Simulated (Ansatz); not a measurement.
Redistribution: C2H3F3 + C3H8O → C2H4F2 + C3H7FO

Species: C2H3F3 (1,1,2-trifluoroethane) `FCC(F)F`, singlet; C3H8O (methoxyethane) `CCOC`, singlet; C2H4F2 (1,1-difluoroethane) `CC(F)F`, singlet; C3H7FO (2-fluoroethyl methyl ether) `COCCF`, singlet. The partners trade F for H; both sit on C, so the bond types are kept.

Shapes, held fixed at every level: PBE0-D4/def2-TZVP. Flexible molecules stand in one conformer, not always the lowest. Programs: Ansatz 0.2.0. The zero-point and thermal change to 298 K, harmonic and unscaled (PBE0-D4/def2-TZVP), is +0.1 kJ/mol.

```tsv
level	kind	ΔH(298 K) (kJ/mol)	less CCSD(T)/CBS estimate
HF/def2-SVP	Hartree–Fock	-11.4	+1.3
PBE-D4/def2-TZVPP	GGA	-13.3	-0.6
B3LYP-D4/def2-TZVPP	global hybrid	-13.6	-0.9
CCSD(T)/def2-SVP	coupled cluster or CI	-12.3	+0.4
CCSD/def2-SVP	coupled cluster or CI	-12.1	+0.6
CCSD(T)/def2-TZVPP	coupled cluster or CI	-12.2	+0.5
CCSD(T)/CBS estimate	coupled cluster or CI	-12.7	0.0
```

The highest level, CCSD(T)/CBS estimate, gives ΔH(298 K) = -12.7 kJ/mol; the levels span -13.6 to -11.4. The column of differences is taken from that level and isn't an error. No measured value is set beside it here. The CBS estimate extrapolates MP2 from def2-TZVPP and def2-QZVPP and adds CCSD(T) − MP2 in the triple-zeta set, cores frozen.

The exchange is modestly exothermic at every level, with -12.7 kJ/mol at the highest. The geminal CHF2 group survives intact, so its anomeric stabilisation largely cancels, and what remains is a difference between vicinal interactions. In 1,1,2-trifluoroethane the lone fluorine sits on a carbon next to one already depleted by two fluorines, where the C–F dipoles repel and inductive withdrawal is poorly accommodated. In the fluoroether its vicinal neighbour is a single alkoxy oxygen, less electronegative than fluorine, which probably makes the new position less costly.

Hartree–Fock already recovers most of the exothermicity, which suggests a mainly electrostatic and inductive origin, with electron correlation adding only a small correction. The close agreement between levels follows from the conserved bond types, since errors in describing individual C–F, C–H and C–O bonds largely cancel. The sign and approximate size of the enthalpy change are therefore well supported, but the total alone cannot divide it between relief of repulsion in the trifluoroethane and any favourable F/O interaction in the ether.
